The Cs³⁺ row looks wrong. Its computed ionisation energy (IE), 45.47 eV, lies 2.47 eV above the NIST value, more than twice the error of either neighbour. The computed column has no bump there: from Cs⁺ on, successive IEs climb by 10.48, 11.13, 11.68 and 12.16 eV, and the Dirac-Fock steps match these within 0.1 eV. The table values climb by 10.04, 9.8, 13 and 13.1 eV. The irregularity comes from the comparison: the reference for Cs³⁺ is a theoretical 43 ± 1.7 eV, and it refers to a different state than either calculation does.

Cs and its ions in NIST's ground configurations, from spherical all-electron Dirac Kohn-Sham runs in Quantum ESPRESSO 7.5 (ld1.x) with relativistic LDA (VWN5 correlation), a point nucleus, no spin polarisation and open shells shared between the two j as 2j+1. Ionisation energies are total-energy differences. The Dirac-Fock column is from a B-spline radial atomic code, version 1.

| species | Z | charge (e) | electrons | configuration | electron removed from | ionisation energy (eV) | −ε(highest occupied) (eV) | highest level mean radius (bohr) | NIST table (eV) | kind of table value | stated uncertainty (eV) | computed less table (eV) | −ε / IE | IE, Dirac-Fock (eV) |
| --- | --- | --- | --- | --- | --- | --- | --- | --- | --- | --- | --- | --- | --- | --- |
| Cs | 55 | 0 | 55 | [Xe] 6s1 | 6s | 3.98979 | 2.2208 | 5.5519 | 3.8939057 | measured | 1.7e-10 | 0.0959 | 0.557 | 3.4773 |
| Cs+ | 55 | 1 | 54 | [Kr] 4d10 5s2 5p6 | 5p | 23.8593 | 18.301 | 2.1007 | 23.15745 | measured | 6e-05 | 0.702 | 0.767 | 22.796 |
| Cs2+ | 55 | 2 | 53 | [Kr] 4d10 5s2 5p5 | 5p | 34.3409 | 28.367 | 2.0109 | 33.195 | semi-empirical | 0.004 | 1.15 | 0.826 | 33.202 |
| Cs3+ | 55 | 3 | 52 | [Kr] 4d10 5s2 5p4 | 5p | 45.4677 | 39.130 | 1.9361 | 43 | theory | 1.7 | 2.47 | 0.861 | 44.252 |
| Cs4+ | 55 | 4 | 51 | [Kr] 4d10 5s2 5p3 | 5p | 57.1497 | 50.488 | 1.8715 | 56 | theory | 1.9 | 1.15 | 0.883 | 55.884 |
| Cs5+ | 55 | 5 | 50 | [Kr] 4d10 5s2 5p2 | 5p | 69.3087 | 62.359 | 1.8142 | 69.1 | theory | 2 | 0.209 | 0.900 | 68.050 |

IE is a difference of total energies, here from Dirac Kohn-Sham LDA. The Dirac-Fock column comes from a separate B-spline radial atomic code (Dirac-Coulomb Hamiltonian, Fermi nucleus, configuration average, no correlation). The symbol $\varepsilon$ is the eigenvalue of the highest occupied level and $\langle r\rangle$ its mean radius. The fits and differences quoted below are printed in full after the text.

### One jump, then a staircase

Cs loses a 6s electron that sits at 5.55 bohr, outside the xenon core, where the nucleus is screened to a net charge near one. Cs⁺ must give up a 5p electron at 2.10 bohr, inside much of that screening. The sixfold rise from 3.99 to 23.86 eV is a change of shell, shown by the level and radius columns.

Within 5p both calculations average over the configuration. For $n$ electrons with one-electron energy $I$ (core included) and mean pair repulsion $U$,

$$E(n)=nI+\tfrac12 n(n-1)U,\qquad \mathrm{IE}(n)=E(n-1)-E(n)=-I-(n-1)U .$$

Each lost electron removes one repulsion from those that remain, so successive IEs differ by $U$. For a p shell $U=F^0-\tfrac{2}{25}F^2$, where $F^0$ is the spherical Coulomb integral and $F^2$ the angular one. The Dirac-Fock run of Cs²⁺ gives $12.27-\tfrac{2}{25}(6.64)=11.74$ eV with nothing fitted, while its actual step is 10.41 eV, or 89% of that. At Cs⁴⁺ the fraction is 93%. Theory puts the shortfall down to relaxation: the formula freezes the orbitals, and real ones adjust to each change of charge, the less so the tighter the ion.

A repulsion scales as an inverse size, so the steps should grow as the shell contracts. The form $\mathrm{IE}=a+c\sum 1/\langle r\rangle$, with the sum running from Cs²⁺ up to the ion in question (zero for Cs⁺) and two parameters fitted to the five 5p rows, gives $c=21.7$ eV bohr and misses by at most 0.19 eV. A constant step misses by 0.58 eV and screened hydrogenic scaling ($\sqrt{\mathrm{IE}}$ linear in charge) by 1.05 eV. The remaining misfit is systematic: the steps grow by 16% while $1/\langle r\rangle$ grows by 11%, in the direction that fading relaxation would give. The radii come from the same calculation, so the fit links two of its results and predicts nothing independently. Carried back to the step from Cs to Cs⁺, which was not fitted, it gives $c/\langle r\rangle=10.3$ eV with the 5p radius of Cs⁺, against a jump of 19.9 eV, because it describes one shell only. (The 3.90 eV in the output uses the 6s radius of Cs instead.)

### Averages against lowest levels

NIST lists the energy from the lowest level of one ion to the lowest level of the next. A spherical calculation with the 5p electrons shared between $j=\tfrac12$ and $\tfrac32$ connects averages. The comparison needs a shift: the energy of the product's ground level relative to its average (a negative number), less the same quantity for the parent.

Cs⁺ is the clean case, with a closed-shell parent and a measured value. The product 5p⁵ has two levels, $^2P_{3/2}$ of weight 4 and $^2P_{1/2}$ of weight 2, a distance $\Delta$ apart, so the lower lies $\tfrac{2}{6}\Delta$ below the average. The Dirac-Fock 5p orbital splitting in Cs²⁺ is 1.934 eV, which makes the shift $-1.934/3=-0.645$ eV. The LDA error of $+0.702$ eV becomes $0.702-0.645\approx+0.06$ eV, and the Dirac-Fock error goes from $-0.36$ to $-1.0$ eV. No parameter was fitted, but 1.934 eV overstates the level splitting. In the configuration average each eigenvalue carries only four fifths of the repulsion from a full shell's other five electrons, and by the run's $j$-resolved Slater integrals that repulsion is 0.88 eV larger for 5p1/2. The frozen-orbital level splitting is then $1.934-0.88/5=1.76$ eV, the value the Kohn-Sham eigenvalues also imply (next section). It leaves an LDA error a little over 0.1 eV and a Dirac-Fock error near $-0.95$ eV.

For the other ions the spin-orbit constant $\zeta=2\Delta/3$ and the term energies set by $F^2$ are both of eV size, and the ground level was estimated from the standard intermediate-coupling matrices of p$^n$. The inputs are Dirac-Fock values at Cs²⁺ and Cs⁴⁺, interpolated for 5p⁴ and extrapolated for 5p² and 5p¹. The lowering deepens from 5p⁵ to about 3.1 eV at both 5p³ and 5p², then falls back. The shift is therefore about $-1.2$ eV for Cs²⁺ and Cs³⁺, near zero for Cs⁴⁺ and about $+1.5$ eV for Cs⁵⁺. These are estimates: Hartree-Fock $F^2$ tends to be too large, an orbital splitting only approximates a level splitting, and the LDA energy at fractional occupations is not strictly a configuration average.

Cs²⁺, whose reference is good to 0.004 eV, changes its verdict. Dirac-Fock agrees with the table to 0.01 eV as it stands and is about 1.2 eV low after the shift, while LDA moves from 1.15 eV high to within about 0.1 eV, the sign of the residue depending on the $F^2$ used. The raw Dirac-Fock agreement is thus most likely a cancellation between missing level structure and missing correlation, which binds the ion with more electron pairs more strongly. Breit, QED and recoil terms change the Dirac-Fock IEs by 0.036 eV at most and can't be the cause.

For Cs³⁺ the shift halves the error to about 1.2 eV, inside the stated uncertainty, level with Cs⁴⁺, though a smaller $F^2$ would leave part of the peak. It also worsens Cs⁵⁺, from 0.21 to about 1.7 eV against a stated ±2 eV, so that row's small raw error is no merit. All three theory rows end up 1.1 to 1.7 eV high in LDA, while shifted Dirac-Fock lies within 0.5 eV of them, although it is about 1 eV low for Cs⁺ and Cs²⁺. The LDA less Dirac-Fock difference stays between 1.06 and 1.27 eV throughout 5p, so the break of about 1.3 eV falls where the reference turns theoretical. This suggests, without showing it, that those references are low in the way an uncorrelated calculation is. Whether LDA or the reference is off can't be decided at these uncertainties, and these rows don't rank the two methods.

Cs needs no level shift. Its LDA error is 0.096 eV, or 2.5% of the measured value, but spin polarisation would stabilise the atom and leave closed-shell Cs⁺ alone, so allowing it would raise the error. Dirac-Fock is 0.42 eV (11%) low, which standard theory ascribes chiefly to correlation between the 6s electron and the core.

### Why $-\varepsilon$ lags

The ratio $-\varepsilon/\mathrm{IE}$ rises from 0.557 to 0.900, but the eigenvalue is not improving: the gap $\mathrm{IE}+\varepsilon$ grows in every row, from 1.77 to 6.95 eV, only more slowly than IE. Janak's relation makes IE the integral of $-\bar\varepsilon$ over the removed electron, with $\bar\varepsilon$ averaged over $j$. The eigenvalue drops steadily as charge leaves, because in LDA a fraction of an electron repels itself, and the gap is about half the eigenvalue step. For Cs⁺, $(28.367-18.301)/2=5.03$ eV of a 5.56 eV gap. Allowing for curvature leaves 0.59 eV, a third of the splitting, since the column holds 5p3/2 alone while both $j$ lose charge. The implied splittings, 1.76 to 2.30 eV for Cs⁺ to Cs⁴⁺, agree with the 5p1/2 and 5p3/2 eigenvalues of the same runs, whose splitting averaged over parent and product is 2.11 eV for Cs³⁺ and 2.30 eV for Cs⁴⁺. The relation is built into Kohn-Sham theory, so this accounts for the gap and does not test the functional.

The raw gap of Cs²⁺, 5.97 eV, is close to $F^0/2=6.13$ eV, partly by accident: averaged over $j$ it is 5.33 eV. Dirac-Fock cancels self-repulsion, and its highest eigenvalues lie within 0.5 eV of its IEs. That again sets 5p3/2 against an averaged IE: averaged over $j$, $-\varepsilon$ lies above IE, by 0.55 eV at Cs²⁺ and 0.35 eV at Cs⁴⁺, which is the relaxation a frozen-orbital estimate leaves out.

### In practice

LDA ionisation energies should come from total-energy differences or from the mean of the departing shell's $j$-averaged eigenvalue in parent and product (for Cs that would be 6s in both, empty in Cs⁺, a case these runs don't check); a bare $-\varepsilon$ is 10 to 44% low in these rows. The level shift belongs in the comparison before a method is judged on an open p shell. Neither averaged column can show structure at 5p³, whereas the shifted LDA steps widen from 11.1 to 12.9 eV between Cs³⁺ and Cs⁴⁺, where the table's step is 13 eV, though its two references are uncertain by 1.7 and 1.9 eV. A spin-polarised run already recovers part of the term energy and must not receive the full shift as well. For Cs⁶⁺ the same reasoning gives an averaged step near 12.6 eV (the steps are still growing by about 0.4 eV) and a positive shift of roughly 1.6 eV (extrapolated), since only the parent is lowered. A new jump follows once 5p is empty.

Printed output of the fit:

```
rows: Cs Cs+ Cs2+ Cs3+ Cs4+ Cs5+ | rounding floor about 0.001 eV
6s->5p jump 19.87 eV, factor 5.98; radius ratio 2.64
n* = (q+1)sqrt(Ry/IE): 1.85 1.51 1.89 2.19 2.44 2.66
5p steps eV  KS: 10.48 11.13 11.68 12.16 | DF: 10.41 11.05 11.63 12.17 | table: 10.04 9.80 13.00 13.10
step*<r> (hartree bohr): 0.775 0.792 0.803 0.811
step grows 16.0%, 1/<r> grows 10.8%, step ~ r^-1.44
A a+c*sum(1/r): slope 21.665 icpt 23.674; resid eV 0.19 -0.11 -0.17 -0.06 0.15; worst Cs+
B sqrt(IE) linear: slope 0.845 icpt 4.146; resid eV -1.05 0.28 0.84 0.52 -0.75; worst Cs+
C constant step: slope 11.371 icpt 11.913; resid eV 0.58 -0.31 -0.56 -0.25 0.54; worst Cs+
model A on Cs (6s, not fitted): c/r = 3.90 eV against jump 19.87 eV
q=2,4 DF: F0 12.27 13.09 F2 6.64 7.15 frozen U 11.74 12.51 step 10.41 11.63 eV; step/U 0.887 0.930
KS gap IE+eps eV: 1.77 5.56 5.97 6.34 6.66 6.95 | gap/IE: 0.443 0.233 0.174 0.139 0.117 0.100
half eigenvalue step, Cs+..Cs4+ eV: 5.03 5.38 5.68 5.94
Janak integral of 5p3/2, Cs+..Cs5+ eV: 23.27 33.69 44.76 56.38 68.48 (last extrapolated)
IE less integral eV: 0.588 0.646 0.705 0.766 0.824 | x3 = implied KS splitting: 1.76 1.94 2.11 2.30 2.47
DF splitting q=2,4 eV: 1.934 2.166 | linear at q+1/2: 1.88 1.99 2.11 2.22 2.34
j-averaged -eps/IE (DF splitting) Cs+..Cs5+: 0.792 0.845 0.876 0.896 0.911 | table: 0.767 0.826 0.861 0.883 0.900
F0/2 q=0,2,4 eV: 2.02 6.13 6.54 | raw gap 1.77 5.97 6.66 | j-avg gap q=2,4 5.33 5.94
DF IE+eps eV: -0.01 -0.07 0.09 0.24 0.37 0.50 | j-averaged q=2,4: -0.55 -0.35
ground level less average, p6..p1 eV: 0.00 -0.64 -1.86 -3.10 -3.11 -1.60 (p2, p1 extrapolated)
ion  kind  unc | KS err, DF err | level shift | KS, DF err after shift | KS-DF (eV)
Cs measured 1.7e-10 | +0.10 -0.42 | +0.00 | +0.10 -0.42 | +0.51
Cs+ measured 6e-05 | +0.70 -0.36 | -0.64 | +0.06 -1.01 | +1.06
Cs2+ semi-empirical 0.004 | +1.15 +0.01 | -1.21 | -0.06 -1.21 | +1.14
Cs3+ theory 1.7 | +2.47 +1.25 | -1.24 | +1.23 +0.01 | +1.22
Cs4+ theory 1.9 | +1.15 -0.12 | -0.01 | +1.14 -0.12 | +1.27
Cs5+ theory 2 | +0.21 -1.05 | +1.51 | +1.72 +0.46 | +1.26
KS err %: 2.5 3.0 3.5 5.7 2.1 0.3 | DF err %: -10.7 -1.6 0.0 2.9 -0.2 -1.5
theory rows, KS err/unc raw: 1.45 0.61 0.10 | shifted: 0.72 0.60 0.86
5p steps after shift eV  KS: 9.91 11.10 12.92 13.67 | DF: 9.84 11.02 12.87 13.68
Breit+QED+recoil change of DF IE eV: -0.003 -0.011 -0.017 -0.022 -0.029 -0.036
```
